\textbf{Question.} An iron wire in a hydrogen-filled bulb (a barretter) keeps its current nearly constant while the voltage changes severalfold, and only part of the wire glows. I have read that the boundary between the glowing and the dark part stands still at one current only, fixed by an ``equal-area rule'', and that otherwise it moves with $v\propto(\psi-2)/\sqrt{\psi-1}$. Where does this come from, what is $\psi$ for a wire that is resistive on both sides, and how fast is such a front in iron?

\textbf{Answer.} Both statements follow from the one-dimensional heat equation of a Joule-heated wire with two stable uniform temperatures. The area rule is general. The closed formula for $v$ belongs to a step model. The rule is known in magnet stabilisation from Maddock, James and Norris (1969), and the subject is reviewed by Gurevich and Mints (1987).

\textbf{1. Premises}

Energies are in eV, lengths in nm, temperatures in K and times in s. The wire has cross-section $A$ and cooled perimeter $P$, and $d=A/P$. For a round wire $d=r/2$; for a film cooled through one face $d$ is the thickness.

(a) The temperature is uniform over the cross-section, $T=T(x,t)$.
(b) The current density $j$ is the same at every $x$ and, until section 6, fixed by the source.
(c) The volume heat capacity $c(T)$, thermal conductivity $k(T)$ and resistivity $\rho(T)$ are positive single-valued functions of the local temperature.
(d) The surface loses the flux $w(T)$ to surroundings at $T_0$. Linear cooling means $w=h\,(T-T_0)$.
(e) Thomson heat, thermal expansion and the ends of the wire are neglected.

Energy balance for a slice $A\,dx$, divided by its volume, gives
\begin{equation}
c\,\partial_t T=\partial_x\!\left(k\,\partial_x T\right)+G(T;j),\qquad G=\rho(T)\,j^2-\frac{w(T)}{d}. \tag{1}
\end{equation}

\textbf{2. Uniform states}

Uniform steady states satisfy $G=0$, that is $j^2=w/(\rho d)$. A perturbation $\propto e^{iqx+\gamma t}$ has $c\gamma=-kq^2+\partial G/\partial T$, so a state is stable when $\partial G/\partial T<0$. At $G=0$ one has $\rho j^2=w/d$, hence
\begin{equation}
\frac{\partial G}{\partial T}=\frac{w}{d}\left[\frac{d\ln\rho}{dT}-\frac{d\ln w}{dT}\right]. \tag{2}
\end{equation}
If $\ln\rho$ rises faster than $\ln w$ over some interval, $w/\rho$ has a maximum followed by a minimum. For $j_{\min}<j<j_{\max}$ there are then three roots $T_1<T_2<T_3$, with $G<0$ on $(T_1,T_2)$ and $G>0$ on $(T_2,T_3)$. The outer roots are stable and the middle one is unstable. At $j_{\min}$ the roots $T_2$ and $T_3$ merge, at $j_{\max}$ the roots $T_1$ and $T_2$.

\textbf{3. The equal-area condition}

Put the hot state on the left and seek $T=T(\xi)$ with $\xi=x-vt$, $T(-\infty)=T_3$, $T(+\infty)=T_1$. Then $v>0$ means that the hot region grows. Since $\partial_tT=-vT'$, equation (1) becomes
\begin{equation}
-c\,v\,T'=(kT')'+G(T). \tag{3}
\end{equation}
Multiply by $kT'$. This factor is the right one because it turns the conduction term into a total derivative for any $k(T)$:
\begin{equation}
-v\,c\,k\,T'^2=\frac{d}{d\xi}\left[\tfrac12(kT')^2\right]+k\,G\,T'. \tag{4}
\end{equation}
Integrate over all $\xi$. The bracket vanishes at both ends, where $T'\to0$. The last term is the derivative of a function of $T$ and gives $\int_{T_3}^{T_1}kG\,dT$. Therefore
\begin{equation}
v=\frac{S(j)}{\int_{-\infty}^{\infty}c\,k\,T'^2\,d\xi},\qquad S(j)=\int_{T_1}^{T_3}k(T)\left[\rho j^2-\frac{w}{d}\right]dT. \tag{5}
\end{equation}
The denominator is positive, so $v$ has the sign of $S$, and a front at rest requires
\begin{equation}
\int_{T_1}^{T_3}k(T)\left[\rho(T)\,j_*^2-\frac{w(T)}{d}\right]dT=0. \tag{6}
\end{equation}
The $k$-weighted area where cooling wins, on $(T_1,T_2)$, equals the area where heating wins, on $(T_2,T_3)$. The heat capacity does not enter $j_*$.

\emph{Sufficiency.} At $v=0$, integrating (4) from the cold end up to the point where the temperature is $T$ gives
\begin{equation}
\tfrac12(kT')^2=U(T),\qquad U(T)=-\int_{T_1}^{T}kG\,dT'. \tag{7}
\end{equation}
$U$ rises from zero on $(T_1,T_2)$ and falls on $(T_2,T_3)$ to $U(T_3)=-S$. If $S=0$, then $U>0$ strictly between the end points, and $d\xi=-k\,dT/\sqrt{2U}$ defines a monotonic profile. Near an end where $\partial G/\partial T$ is finite and negative, $U$ is quadratic in the distance from it, so $\xi$ diverges logarithmically and the tails are exponential.

\emph{Uniqueness.} Differentiate $S$ with respect to $j^2$. The terms from the moving limits vanish because $G(T_1)=G(T_3)=0$, which leaves
\begin{equation}
\frac{dS}{d(j^2)}=\int_{T_1}^{T_3}k\rho\,dT>0. \tag{8}
\end{equation}
At $j_{\min}$ the positive area has shrunk to nothing and $S<0$; at $j_{\max}$ the negative area has and $S>0$. So exactly one $j_*$ lies inside the bistable window.

\emph{Stability of shape.} With $\Phi=\int k\,dT$, equation (1) reads $(c/k)\,\partial_t\Phi=\partial_x^2\Phi+G$. A perturbation $\phi(x)e^{\gamma t}$ of a stationary profile obeys $\gamma\,(c/k)\,\phi=\phi''+(dG/d\Phi)\,\phi$, a Sturm--Liouville problem with positive weight. Differentiating the stationary equation in $x$ shows that $\phi=\Phi'$ is a solution with $\gamma=0$, a rigid shift. For a single front $\Phi'$ has no node, so this is the largest $\gamma$ and all other modes decay. For a hot domain bounded by two fronts $\Phi'$ has one node, so a nodeless mode with $\gamma>0$ exists: at fixed current a stationary domain is a critical nucleus, which either grows or collapses.

\textbf{4. Velocity close to $j_*$}

Equation (5) is exact but implicit, since the profile depends on $v$. To first order in $j-j_*$ the numerator is already small, so the denominator may be taken on the profile (7). With $T'^2d\xi=|T'|\,dT$ and $k|T'|=\sqrt{2U}$, and with (8) for the numerator,
\begin{equation}
v\simeq\frac{2j_*^2\int_{T_1}^{T_3}k\rho\,dT}{\int_{T_1}^{T_3}c\,\sqrt{2U}\,dT}\;\frac{j-j_*}{j_*}. \tag{9}
\end{equation}

\textbf{5. Step resistivity with linear cooling}

Let $k,c,h$ be constant, $\rho=\rho_1$ for $T<T_s$ and $\rho=\rho_3>\rho_1$ for $T>T_s$. The uniform states are $T_i=T_0+\rho_ij^2d/h$, and both exist when $T_1<T_s<T_3$; the step plays the part of $T_2$. On each side $G=-(h/d)(T-T_i)$. Put the step at $\xi=0$ and take the bounded solutions
\begin{equation}
T=T_1+(T_s-T_1)\,e^{-p\xi}\ (\xi>0),\qquad T=T_3-(T_3-T_s)\,e^{q\xi}\ (\xi<0), \tag{10}
\end{equation}
with $p,q>0$. Insertion in (3) gives
\begin{equation}
kp^2-cvp-\frac hd=0,\qquad kq^2+cvq-\frac hd=0. \tag{11}
\end{equation}
Thus $p$ and $-q$ are the two roots of $ks^2-cvs-h/d=0$. Their product and sum give
\begin{equation}
pq=\frac{h}{kd}\equiv\frac1{\lambda^2},\qquad p-q=\frac{cv}{k}. \tag{12}
\end{equation}
$G$ jumps by a finite amount at the step, so integrating (3) across it shows that $kT'$ is continuous: $p\,(T_s-T_1)=q\,(T_3-T_s)$. Define
\begin{equation}
\psi=\frac{T_3-T_1}{T_s-T_1}=\frac{(\rho_3-\rho_1)\,j^2d}{h\,(T_s-T_0)-\rho_1j^2d}. \tag{13}
\end{equation}
Then $p/q=(T_3-T_s)/(T_s-T_1)=\psi-1$, and with (12) $p=\sqrt{\psi-1}/\lambda$ and $q=1/(\lambda\sqrt{\psi-1})$. The difference gives
\begin{equation}
v=v_0\,\frac{\psi-2}{\sqrt{\psi-1}}=v_0\,\frac{T_1+T_3-2T_s}{\sqrt{(T_3-T_s)(T_s-T_1)}},\qquad v_0=\frac{k}{c\lambda}=\frac1c\sqrt{\frac{hk}{d}}. \tag{14}
\end{equation}
This holds for every $\psi>1$, with no expansion. It agrees with (6): the two areas are triangles, $S=(kh/2d)\left[(T_3-T_s)^2-(T_s-T_1)^2\right]$, which vanishes when $T_s$ is the midpoint of $T_1$ and $T_3$. That is $\psi=2$, or
\begin{equation}
j_*^2=\frac{2h\,(T_s-T_0)}{(\rho_1+\rho_3)\,d}. \tag{15}
\end{equation}
The replacement $\psi\to\psi/(\psi-1)$ exchanges the roles of hot and cold and reverses $v$.

The often quoted form $\psi=\rho j^2d/[h(T_c-T_0)]$ is the case $\rho_1=0$, a superconductor below its critical temperature $T_s=T_c$. For a wire that is resistive on both sides (13) must be used, because the cold part is itself heated above $T_0$. Two currents have to be kept apart. At $\psi=1$ the uniform hot state ceases to exist. At $\psi=2$ it stops spreading. For $1<\psi<2$ it is metastable: stable against small perturbations, but consumed by any cold region that a front can start from. A long wire with cold contacts has such regions, so on lowering the current it returns to the cold state at $\psi=2$. This is the retrapping, or minimum propagation, current. For $\rho_1=0$ it is $\sqrt2$ times the current at $\psi=1$.

\textbf{6. Why the barretter holds its current}

Let a wire of length $L$ carry a hot domain of length $\ell$, both much longer than the front width. The voltage is $V=E_1(L-\ell)+E_3\ell$ with $E_i=\rho(T_i)\,j$, and $d\ell/dt=2v(I)$ for current $I=jA$. If $I$ changes slowly on the scale of the local thermal time, each part stays on its stable branch. At fixed $V$, $0=R_d\,\delta I+(E_3-E_1)\,\delta\ell$, where $R_d=(\partial V/\partial I)_\ell$ is positive when $\rho$ does not fall with $T$ on the stable branches. Hence
\begin{equation}
\frac{d\,\delta\ell}{dt}=-\frac{2\,(dv/dI)\,(E_3-E_1)}{R_d}\,\delta\ell . \tag{16}
\end{equation}
By (9) $dv/dI>0$, and $E_3>E_1$, so the length relaxes. For any $V$ between $E_1L$ and $E_3L$ the domain adjusts until $v=0$, which pins the current at $I_*=j_*A$. The plateau is the equal-area current, and the voltage only sets the glowing fraction.

\textbf{7. Range of validity}

\begin{itemize}
\item Premise (a) needs $hr/k\ll1$.
\item The domain, the cold part and the distance to the contacts must exceed several $\lambda$; fronts interact through their exponential tails.
\item Equations (5) and (6) hold for any $k,c,\rho,w$ that depend on the local $T$ alone and give three roots. Hysteresis in $\rho(T)$, a gas that is heated along the wire, or variations of $r$ that pin the front break this.
\item Equation (9) needs $|v|\ll v_0$; its relative correction is of order $v/v_0$.
\item Equation (14) needs constant $k,c,h$ and a rise of $\rho$ that is narrow compared with $T_3-T_1$. In a superconductor $T_s$ also depends on $j$.
\item Thomson heat adds $-\mu j\,\partial_xT$ to the right side of (1). For constant $\mu$ and $c$ this is a drift of the whole pattern at $\mu j/c$. It moves the two walls of a domain in the same direction and leaves $d\ell/dt$ unchanged, but it shifts the rest current of a single front up or down according to the direction of $j$. It averages out for alternating current with a period short against $cd/h$, where $j$ is the r.m.s.\ value.
\end{itemize}

\textbf{8. Illustration: a model iron wire in hydrogen}

Iron has no resistivity step. Its resistivity rises faster than linearly, through scattering on spin disorder, up to the Curie point and much more slowly above it. So (6) and (9) are the tools, and (14) serves for comparison. The Curie temperature is the compiled value $T_C=1043$ K (Br\"annvall 2024). With the assumed $T_0=300$ K and $\theta=T-T_0$, $\theta_C=743$ K.

\emph{Cooling.} Linear cooling is natural at low pressure, where molecules reach the wire from gas near $T_0$. The impinging flux is $n\sqrt{k_BT_0/2\pi m}$. A molecule crossing a surface carries on average $2k_BT$ of translational energy, rotation adds $k_BT$, and vibration is neglected. With accommodation coefficient $\alpha$,
\begin{equation}
h=3\alpha k_B\,n\sqrt{\frac{k_BT_0}{2\pi m}}. \tag{17}
\end{equation}
Assumed inputs: $\alpha=0.3$, $m=2.016$ u, $n=7.0\times10^{-5}$ nm$^{-3}$ (290 Pa), $r=5000$ nm. The flux is $3.11\times10^{7}$ nm$^{-2}$s$^{-1}$ and $h=2.41\times10^{3}$ eV s$^{-1}$nm$^{-2}$K$^{-1}$, rounded to $2.4\times10^3$ from here on. With $d=2500$ nm, $h/d=0.96$ eV s$^{-1}$nm$^{-3}$K$^{-1}$.

\emph{Iron.} All of the following are assumed forms that follow typical iron values roughly, with $\theta$ in K:
\begin{align}
\rho&=100+0.45\,\theta+1.06\times10^{-3}\theta^2\ \ \Omega\,\mathrm{nm}, & k&=k_C\,[1+\kappa(\theta_C-\theta)] & (\theta<\theta_C),\nonumber\\
\rho&=\rho_C+0.5\,(\theta-\theta_C)\ \ \Omega\,\mathrm{nm}, & k&=k_C & (\theta>\theta_C), \tag{18}
\end{align}
with $k_C=1.9\times10^{11}$ eV s$^{-1}$nm$^{-1}$K$^{-1}$ (30 W m$^{-1}$K$^{-1}$), $\kappa=2.0\times10^{-3}$ K$^{-1}$, and a constant $c=0.035$ eV nm$^{-3}$K$^{-1}$ that averages over the magnetic peak. Continuity gives $\rho_C=1019.5\ \Omega$ nm. The scales are $\lambda=4.4\times10^5$ nm, $cd/h=0.036$ s and $v_0=1.22\times10^{7}$ nm/s, all with $k_C$.

\emph{Window.} Define $g=j^2d/h$ in K/($\Omega$ nm), so that $G=(h/d)(g\rho-\theta)$ and uniform states have $g=\theta/\rho$. Write the lower branch as $\rho_0+a\theta+b\theta^2$. Then $\theta/\rho$ is largest at $\theta=\sqrt{\rho_0/b}$, which is $T=607$ K, with $g_{\max}=1/(a+2\sqrt{\rho_0b})=0.908$. It is smallest at the Curie kink, $g_{\min}=\theta_C/\rho_C=0.729$.

\emph{Equal areas.} Let $\tilde S=S/(k_Ch/d)$. Below $\theta_C$, $g\rho-\theta=gb\,u\,(u-\Delta)$ with $u=\theta-\theta_1$ and $\Delta=\theta_2-\theta_1$. Above it, $g\rho-\theta=(1-gs)(\theta_3-\theta)$ with $s=0.5\ \Omega$ nm/K. With $M=\theta_C-\theta_1$ the weight below $\theta_C$ is $1+\kappa(M-u)$, and the integrals are elementary:
\begin{equation}
\tilde S=gb\left[\frac{M^3}{3}-\frac{\Delta M^2}{2}+\kappa\left(\frac{M^4}{12}-\frac{\Delta M^3}{6}\right)\right]+\frac{(g\rho_C-\theta_C)^2}{2(1-gs)}. \tag{19}
\end{equation}
Its root is $g_*=0.818$, where the two terms are $\mp7.0\times10^{3}$ K$^2$ and $T_1=468$ K, $T_2=860$ K, $T_3=1197$ K. Converting eV to J, $j_*=\sqrt{g_*h/d}=3.55\times10^{-10}$ A/nm$^2$ and $I_*=27.9$ mA, inside the window from 26.3 to 29.4 mA. The resistivities are 206 and $1.10\times10^3\ \Omega$ nm, so a wire of assumed length $10^8$ nm has its plateau between 7.3 and 39 V, a ratio $\theta_3/\theta_1=5.3$.

\emph{Velocity.} Put $\tilde k=k/k_C$ and $\tilde U=U/(k_Ch/d)$. Equation (9) becomes $v=v_0\,(2g_*B/J)\,\delta I/I_*$ with $B=\int\tilde k\rho\,d\theta$ and $J=\int\sqrt{2\tilde U}\,d\theta$. Since $\tilde S=0$, $g_*B=\int\tilde k\theta\,d\theta=5.07\times10^5$ K$^2$, and $B=6.20\times10^5$ K $\Omega$ nm. From (7), with $K=1+\kappa M$,
\begin{equation}
2\tilde U=gb\,u^2\left[K\Delta-\tfrac23(K+\kappa\Delta)\,u+\tfrac12\kappa u^2\right]\ (\theta<\theta_C),\qquad 2\tilde U=(1-gs)(\theta_3-\theta)^2\ (\theta>\theta_C). \tag{20}
\end{equation}
The two pieces of $J$ are $7.39\times10^4$ and $0.91\times10^4$ K$^2$, and $J=8.30\times10^4$ K$^2$. Then $v=12.2\,v_0\,\delta I/I_*$. A current 1\% above $I_*$ drives the model front at $1.5\times10^6$ nm/s, which is $0.12\,v_0$; that ratio is the expected order of the correction to (9).

\emph{Step model for comparison.} Take $\rho_1,\rho_3$ as above and place the step at the midpoint, 833 K, so that $I_*$ is the same by construction. In (14) $\theta_1$ and $\theta_3$ scale as $I^2$, so $dv/d\ln I=4v_0(\theta_1+\theta_3)/(\theta_3-\theta_1)=5.85\,v_0$ for $k=k_C$. With the mean $\tilde k=1.45$ over the front this becomes $7.05\,v_0$, against $12.2\,v_0$. The step exaggerates the imbalance between heating and cooling inside the front. That steepens the profile, enlarges the denominator of (5) and slows the front.

\emph{Size of what was left out.}
\begin{itemize}
\item Cross-section: $hr/k_C=6.3\times10^{-5}$, negligible.
\item Gas regime: a typical collision diameter of 0.27 nm gives a mean free path $1/(\sqrt2\pi\sigma^2n)=4.4\times10^4$ nm, or $8.8\,r$. Conduction through the gas to a bulb of assumed radius $R=10^7$ nm adds a series resistance of relative size up to $hr\ln(R/r)/k_g=0.08$, for a typical $k_g=1.2\times10^9$ eV s$^{-1}$nm$^{-1}$K$^{-1}$.
\item Radiation: with an assumed emissivity $\epsilon=0.2$ and $\sigma_{SB}=3.54\times10^{-7}$ eV s$^{-1}$nm$^{-2}$K$^{-4}$, the extra loss $\mathcal R=\epsilon\sigma_{SB}(T^4-T_0^4)/h$ is 60 K at $T_3$. That is 6.7\% of $\theta_3$, but it rivals the heating surplus $g_*\rho_C-\theta_C=91$ K. To first order, again with no end-point terms, $\delta g_*=\int\tilde k\mathcal R\,d\theta/B=0.027$. So $I_*$ rises by 1.6\% and the hot state drops to about $1.16\times10^3$ K. This matters, because the $\alpha\to\gamma$ transition of iron lies at typically 1185 K, between the two estimates of $T_3$. A hot state above it would bring in latent heat and hysteresis, which premise (c) excludes.
\item Expansion: at fixed $I$, $g\propto r^{-3}$. The compiled coefficient $11.8\times10^{-6}$ K$^{-1}$ at 293 K (Kaye and Laby Online), used over the whole range as a rough guide, lowers $g$ in the hot part by 2.6\% relative to the cold part.
\item Thomson drift: an assumed $|\mu|=2\times10^{-5}$ V/K gives $|\mu|j_*/c=1.3\times10^6$ nm/s, as large as the velocity at 1\% overcurrent. With direct current this must be added or subtracted before a single front is compared with (9).
\end{itemize}
The absolute current scales as $\sqrt\alpha$ and is no better known than that input. The third figures above describe the model only.

All these numbers are the model's. As typical knowledge, iron--hydrogen barretters regulate over a voltage range of about 3 to 1, so the model's 5.3 is too wide by a factor of about 1.8. The direction is what (2) predicts when cooling grows faster than linearly. Just below $T_C$ the model has $d\ln\rho/dT=1.99\times10^{-3}$ K$^{-1}$, against $d\ln w/dT=1.35\times10^{-3}$ K$^{-1}$ for linear cooling. At higher pressure the gas conducts as a continuum; a typical $k_g\propto T^{0.7}$ gives $w\propto T^{1.7}-T_0^{1.7}$ and $d\ln w/dT=1.85\times10^{-3}$ K$^{-1}$, which nearly closes the unstable interval and brings $T_1$ and $T_3$ towards the Curie point.

The step model fits a superconducting nitride strip better, where $\rho_1=0$. For NbN on a substrate assume $d=5$ nm, width 100 nm, $\rho_3=2500\ \Omega$ nm, $T_c=10$ K, $T_0=4$ K and $h=3\times10^5$ eV s$^{-1}$nm$^{-2}$K$^{-1}$. The last was chosen to give the few microamperes typical of such strips, so the result is no test. Equation (15) gives $j_*=6.8\times10^{-9}$ A/nm$^2$ and a model retrapping current of 3.4 $\mu$A, while the uniform normal state would survive down to 2.4 $\mu$A at $\psi=1$.